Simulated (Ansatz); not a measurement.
W₃O: a film clamped to a substrate

Method: DFT PBEsol, scalar-relativistic, plane waves, PAW in Ansatz. The runs took a 420 eV cutoff, a Γ-centred 8×8×8 mesh and Gaussian smearing (0.15 eV). Spin–orbit coupling is left out, which matters for the heavy elements here. No spin polarisation. Energies are free energies at this smearing, counted from the undisturbed cell; pressure is positive in compression.

Reference structure (relaxed at this level; it needn't be the usual structure):

```
W O
1.0
     4.83135    0.00000    0.00000
     0.00000    4.83135    0.00000
     0.00000    0.00000    4.83135
W O
6 2
Direct
  0.50000 0.75000 0.00000
  0.00000 0.50000 0.75000
  0.25000 0.00000 0.50000
  0.50000 0.25000 0.00000
  0.00000 0.50000 0.25000
  0.75000 0.00000 0.50000
  0.50000 0.50000 0.50000
  0.00000 0.00000 0.00000
```

The cell (8 atoms, V0 = 112.77 Å³) is strained by p along both x and y and by q along z, fractional coordinates fixed. τp = (1/V0) ∂E/∂p = (σxx + σyy)(1 + p)(1 + q) and τq = (1/V0) ∂E/∂q = σzz(1 + p)², with tension positive.

| p | q | ΔE (meV/atom) | τp (GPa) | τq (GPa) |
| --- | --- | --- | --- | --- |
| 0.000 | 0.000 | 0.00 | 0.08 | 0.04 |
| -0.015 | 0.000 | 11.22 | -17.31 | -7.24 |
| 0.015 | 0.000 | 10.75 | 15.92 | 6.62 |
| 0.000 | -0.015 | 3.34 | -6.83 | -5.22 |
| 0.000 | 0.015 | 3.10 | 6.98 | 4.53 |

Q: Get the second derivatives of the energy density.

A: Central differences give A = ∂τp/∂p = 1108 GPa (C11 + C22 + 2 C12), C = ∂τq/∂q = 325 GPa (C33) and the cross term B = ∂τq/∂p = 462 GPa (C13 + C23); ∂τp/∂q = 460 GPa must equal B, and any difference shows higher-order terms. The ions are clamped. In a cubic crystal C11 = C = 325, C12 = B/2 = 231 GPa and A should be 2(C11 + C12) = 1112 GPa; the bulk modulus is (C11 + 2 C12)/3 = 262 GPa.

Q: A film of this crystal grows with z along the normal on a substrate that imposes p. How does its thickness respond, and what does the misfit cost?

A: Count p and q from the stress-free cell. A free surface needs τq = 0, so q = −(B/C) p = -1.42 p. The energy density left is (A − B²/C) p²/2 = M p², with the biaxial modulus M = 226 GPa; a misfit of 1 % costs 1.99 meV/atom, against 4.87 meV/atom if the thickness were held.

Forces appear on the atoms along this scan, and letting them relax would lower the energy and soften the response. No gap shows at this level, though a semilocal functional can close a small gap that the real compound has; without a gap these slopes depend on the k mesh and the smearing.

The crystal resists a change of volume much more than a tetragonal change of shape: C12, at 231 GPa, is a large fraction of C11, at 325 GPa. A free film therefore offsets much of its in-plane strain through its thickness, though not enough to conserve volume, and the misfit cost falls from 4.87 to 1.99 meV/atom. The stiffness against compression probably comes from W 5d bonding together with short-range repulsion in a dense metallic framework. Tetragonal strain instead shortens some of the orthogonal W chains and lengthens others, so the bonding changes partly cancel, and d electrons can shift between the chain families. For either strain, compression costs slightly more than equal extension, as expected when repulsion steepens at short distance. The arrangement is that of A15 β-tungsten, once taken for a suboxide but now generally regarded as a form of tungsten often stabilised by oxygen impurities; a positive biaxial modulus doesn't show that this fully ordered oxide would form.
